Near a Cr atom in MoS₂, the isotropic hyperfine constant follows neither the distance from the Cr nor the spin moment of the site. It follows the small surplus of one spin direction right at the nucleus. Among the Mo atoms the site moment is a partial guide to that surplus; what distance adds cannot be settled in so small a cell.

Cr on a Mo site in MoS₂, charge −1, in a 24-atom supercell, computed with Ansatz 0.2.0 using spin-polarised, scalar-relativistic r2SCAN, plane waves (cutoff 500 eV), default PAW datasets, a 4×4×2 k-point mesh and fixed atoms. The isotropic constant A in H = A I·S is for one unpaired electron and comes from the contact spin density alone, with the response of the cores included.

| atom | like atoms | distance from the defect (Å) | site moment (muB) | mass number | isotropic hyperfine constant (MHz) |
| --- | --- | --- | --- | --- | --- |
| Cr1 | 1 | 0.00 | 1.40 | 53 | 23.0 |
| S14 | 2 | 2.33 | -0.04 | 33 | -1.7 |
| S13 | 4 | 2.33 | -0.04 | 33 | -2.3 |
| Mo2 | 2 | 3.17 | -0.11 | 95 | -18.9 |
| Mo3 | 1 | 3.17 | -0.03 | 95 | -10.4 |
| S9 | 2 | 4.60 | 0.00 | 33 | 4.5 |
| S10 | 6 | 5.59 | 0.00 | 33 | -0.6 |
| Mo5 | 3 | 6.42 | 0.02 | 95 | 1.2 |
| Mo8 | 1 | 7.16 | 0.04 | 95 | 7.5 |

Three explanations compete. The tempting one is that the spin sits on the defect and thins out with distance, so the constant should shrink from row to row. The second says that each nucleus reports the magnetic moment $m$ of its own atom. The third says that it reports only the spin density at the nucleus, to which the moment contributes indirectly.

The constant $A$ is by definition a contact quantity. For one unpaired electron,

$$A \approx 800\ \mathrm{MHz}\times g_n\,\rho ,$$

where $\rho$ is the spin density at the nucleus in electrons per cubic bohr and $g_n$ is the nuclear g factor. The prefactor comes from hydrogen, whose constant and density are known. The g factors, roughly recalled, are −0.32 for Cr, −0.37 for Mo and +0.43 for S. For the two metals, therefore, a positive $A$ means a negative spin density.

**The Cr atom.** The first row already shows that moment and contact density are different things. The moment is 1.40 μB, but the positive $A$ of 23 MHz means that the spin at the nucleus points the other way. Theory has a standard reason, called core polarisation. The moment sits in the d shell, which has no density at the nucleus. By exchange it pulls inner s electrons of its own spin slightly outwards, and on balance the opposite spin is left in excess at the centre.

**The bonded sulfur atoms.** The six S atoms around the Cr have constants of only about −2 MHz. Here contact density and moment have the same sign, both opposite to the moment of the Cr. With no open d shell, the spin on sulfur sits in its valence s and p orbitals, and the s part reaches the nucleus directly. This direct share is the second source of contact density, and it carries the sign of the s spin itself. It is a likely cause here, not a proved one: spin in the p orbitals also polarises the s shells. The calculation lists the response of the inner core separately, but within the valence shell it does not tell direct s spin from polarisation.

**The Mo atoms of the same layer.** The next two rows lie farther out, yet their constants are several times larger. That alone is weak evidence against a fading spin, because Mo and S nuclei respond differently to the same spin. The signs say more. Both Mo moments are negative and both contact densities are positive, so the d moment and the nucleus disagree here just as they do on Cr.

These two rows also differ from each other, −18.9 against −10.4 MHz, at the same distance. By geometry the three Mo atoms are equivalent, but the computed spin density has broken the threefold symmetry. A partly filled degenerate level, which would drive a Jahn–Teller distortion, is a likely cause. It is not proved, since the orbital was not identified, the stability of the solution was not checked and the atoms were not relaxed for this state: forces of up to 0.28 eV/Å remain. The run also worked with only two of the six symmetry operations of the atomic positions, which may be a result of the broken symmetry or, if the mesh of k points is shifted off the zone centre, one of its causes. The size of the split is therefore provisional; the average over the three atoms is −16 MHz. Spin-orbit coupling, left out here, could split such a level and change how it is filled.

**The sulfur atom across the gap.** The row at 4.60 Å is the hardest for the distance picture. The list passes over one pair of S atoms in the Cr layer, at about 4.0 Å, and moves to the neighbouring layer. The distances place this S atom straight above or below the Cr. Its constant of 4.5 MHz is about twice as large as that of the more strongly coupled bonded S atoms, and opposite in sign, at twice the distance and for the same kind of nucleus.

The moment picture fails here too, because the site moment is zero to the digits of the table. A short estimate shows how both can be true. One full 3s electron on sulfur would give roughly 3500 MHz, a rough recalled value. If the whole constant came from such an s share, the share would be

$$\frac{4.5\ \mathrm{MHz}}{3500\ \mathrm{MHz}} \approx 0.0013 ,$$

or about a thousandth of an electron. So little spin disappears in a moment rounded to hundredths. The finer site moment in the output is even slightly negative, so spin of the opposite sign, probably in p orbitals, would have to outweigh the s share.

That makes a small s share of the spin sufficient in size, though it is not demonstrated. Its path is open. If the unpaired electron sits in a degenerate level, as suspected above, full threefold symmetry would forbid that level any s character at an atom on the axis, where this S atom lies. For an isolated defect the share would then have to come from filled orbitals whose two spin directions differ slightly in shape. Here the rule binds much less. In the repeated cell the level spreads into a band, and the rule holds only at k points that keep the threefold axis; the spin density has also lost that symmetry. A thousandth of an electron may therefore slip past it. Spin in a Cr d orbital pointing along the axis would not be barred at all. The size also needs care. Functionals of this kind spread defect states too far, and a small cell lets neighbouring defects overlap. In this calculation no gap separates the filled from the empty levels, and the Mo atoms of the neighbouring layer hold about 0.12 μB in total. Part of the 4.5 MHz may come from such spreading. The extra charge is also balanced by a uniform background, which may affect how the electron is shared between the layers.

**The far rows.** The next S atoms, at 5.59 Å, have a constant so small that its value is insecure. Small contact densities can be wrong by their own size, and the same caution applies to the 1.2 MHz of the next row and, to a lesser degree, to the other S atoms. The last two rows, Mo atoms of the neighbouring layer, say more, the very last above all. Their moments are positive, whereas those of the nearer Mo atoms were negative, and their constants have changed sign as well. On all five metal rows, then, the contact density opposes the local moment.

The last Mo atom has a constant six times that of the one before it, although it is farther away. This is less damaging to the distance picture than it looks. In the small repeated cell, the last Mo atom sits over the centre of a triangle of Cr atoms, and it has such a triangle on either side of its layer. It therefore feels several defects at equal distance, which may be why its moment is the larger of the two. The near Mo atoms are affected as well, since each lies midway between two Cr atoms. A larger cell would be needed to separate the effect of one defect from that of its copies, and the functional may add to the spin on the neighbouring layer. These rows therefore test how the constant goes with the moment of a site, not how far the spin of a single defect reaches.

**Weighing the explanations.** The moment picture can be put as a rule with one constant, $A = k\,m$, fitted to the four Mo rows. It gives $k$ of about 180 MHz per μB, gets all four signs right and misses by 3.3 MHz (root mean square), on constants whose sizes run from 1.2 to 18.9 MHz. The best that any law falling with the distance to the nearest Cr could do on the same rows is 3.7 MHz, for the sizes alone, with the signs excused. This margin decides nothing. When each row is left out of the fit in turn, the rule also misses by 3.7 MHz, and a falling law summed over the copies of the defect, six of which surround the last Mo atom, would be expected to close the gap. The signs say more, even with the insecure sign of the 1.2 MHz row set aside: a spin that merely thins out gives no change of sign, while the moment changes sign together with the constant. On these rows the sign also changes with the layer, so they cannot exclude a spin polarisation that alternates with distance.

The rule fails in an instructive way. For the second of the near Mo rows, which was part of the fit, it gives less than half of the computed constant. What is missing is a positive contact density, the sign that a direct s share of the unpaired electron would bring. A few thousandths of a 5s electron would be enough, the same order as on the sulfur atom across the gap. The third explanation has room for such a share, and the calculation lends it some support, because it lists the polarisation of the inner core separately. On the two near Mo rows the core gives 0.225 and 0.040 e/Å³, so it falls steeply along with the moment. The valence electrons give 0.211 and 0.199 e/Å³, nearly the same on both, although the moments differ by a factor of four. The difference between the two rows therefore comes almost wholly from the core, while most of the contact density on the second row comes from the valence electrons and does not follow the moment of the site.

This still does not prove a direct share. Judging by the number of electrons in the run, the valence part includes the 4s shell of Mo, which the d moment polarises too. Such polarisation alone, however, would be expected to shrink with the moment, and the valence part hardly does. The core parts have their own weakness: functionals of this kind underestimate core polarisation, so the difference between the two rows may be too small.

Between elements the rule breaks down. Cr has 13 times the moment of the first Mo row but only 1.2 times its constant. Per unit of moment, the contact density on Cr is about nine times smaller than the Mo rule implies. Some difference is expected, because s electrons are denser at the heavier nucleus and respond more strongly. The rest may come from spin in the valence s orbital that cancels part of the core polarisation on Cr, and from the functional, which is known to underestimate core polarisation and may do so more strongly on Cr than on Mo. The table gives no way to divide the factor among these causes.

Distance has its proper place in the direction-dependent part of the hyperfine coupling, which is the magnetic dipole field of the spin. At an atom with practically no spin of its own, that field comes from the distant moment and falls roughly with the cube of the distance. On most atoms of this table, even the small p or d spin at the site is expected to outweigh it. The isotropic constant has no such long reach: it needs spin density at the nucleus itself. For another site, the useful questions are therefore which element it is, which way its d moment points, and whether any of the spin there has valence s character. The output below gives the contact densities and the fit row by row.

Output of the analysis:

```
fit of A on 4 rows (mo): coefficient of mf 178.4 +/- 31; rms 3.3, worst Mo3 5.76, leave-one-out rms 3.69
  rows outside the fit (model, value, miss): Cr1 249.6, 23, 227; S14 -6.548, -1.7, -4.85; S13 -6.779, -2.3, -4.48; S9 -0.1195, 4.5, -4.62; S10 0.2551, -0.6, 0.855
Contact spin density and moment:
  row  site moment muB  contact density 0.001/bohr^3  Mo moment rule MHz
  Cr1            1.399                        -89.84               249.6
  S14          -0.0367                        -4.942              -6.548
  S13           -0.038                        -6.686              -6.779
  Mo2          -0.1091                         63.85              -19.46
  Mo3           -0.026                         35.14              -4.639
   S9         -0.00067                         13.08             -0.1195
  S10          0.00143                        -1.744              0.2551
  Mo5           0.0245                        -4.054               4.371
  Mo8           0.0434                        -25.34               7.743
rms miss of the moment rule on Mo, signs included, MHz: 3.303
smallest rms miss of any law falling with distance on Mo, sizes only, MHz: 3.741
size of A, Mo8 over Mo5: 6.25
size of A, S9 over S13: 1.957
size of moment, Cr1 over Mo2: 12.82
size of A, Cr1 over Mo2: 1.217
contact density per moment, Mo rule over Cr1: 9.385
s share that would give A of S9, percent of an electron: 0.1286
s share that would give the rest on Mo3, percent of an electron: 0.2881
mean A of the three Mo around Cr, MHz: -16.07
sideways offset of S10 if S9 is straight above Cr, angstrom: 3.176
sideways offset of Mo8 from Cr, angstrom: 3.646
offset of the centre of three Cr images, angstrom: 3.659
```
